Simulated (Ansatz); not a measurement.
# BOF (fluoro(oxo)borane): methods side by side

BOF has 3 atoms, charge 0, and is taken as a singlet. SMILES: `O=BF`. The coordinates come from a PBE0-D4/def2-TZVP relaxation.

```xyz
3

O     0.9831   -0.5651    0.4799
B     0.0203   -0.0116    0.0099
F    -1.0034    0.5768   -0.4898
```

Quantity: the energy change with the O1–B2 bond stretched from 1.206 to 2.412 Å, in eV. The values are calculated.

| level | kind | program | value (eV) | less FCI/STO-3G |
| --- | --- | --- | --- | --- |
| HF/STO-3G (restricted) | Hartree–Fock | Ansatz | 7.98 | -0.81 |
| BLYP/STO-3G (restricted) | GGA | Ansatz | 9.41 | +0.62 |
| BHLYP/STO-3G (restricted) | global hybrid | Ansatz | 9.35 | +0.56 |
| CCSDT(Q)/STO-3G (restricted) | coupled cluster or CI | Ansatz | 8.77 | -0.02 |
| CCSDT/STO-3G (restricted) | coupled cluster or CI | Ansatz | 8.79 | 0.00 |
| FCI/STO-3G | exact in the basis | Ansatz | 8.79 | 0.00 |

FCI/STO-3G is exact within its basis and frozen core, so for wave-function methods in that basis the difference is their error; functionals converge differently with the basis, so for them it is only a difference. The first shape isn't each level's own minimum. The values span 7.98 to 9.41 eV. All rows use very small basis sets, so none should be taken for the real molecule's value.

Hartree–Fock puts the cost of stretching the B–O bond below the FCI value, the reverse of the usual restricted failure for a homolytically broken covalent bond. A likely reason is that the singlet can separate towards closed-shell BF, with its lone pair on boron, and an oxygen atom with an empty σ-directed p orbital. One closed-shell determinant can follow that path, so the main deficit is probably the correlation lost as the B–O bonding pairs come apart. CCSDT reproduces FCI to the printed precision, while the perturbative quadruples shift the result by only -0.02 eV, so connected excitations beyond triples matter little for this energy difference. BLYP and BHLYP lie close together despite their very different shares of exact exchange, which gives little sign that this share controls the stretching energy. Because ground-state atomic oxygen is a triplet, the singlet stretching energy should not be read as the bond dissociation energy to ground-state fragments.
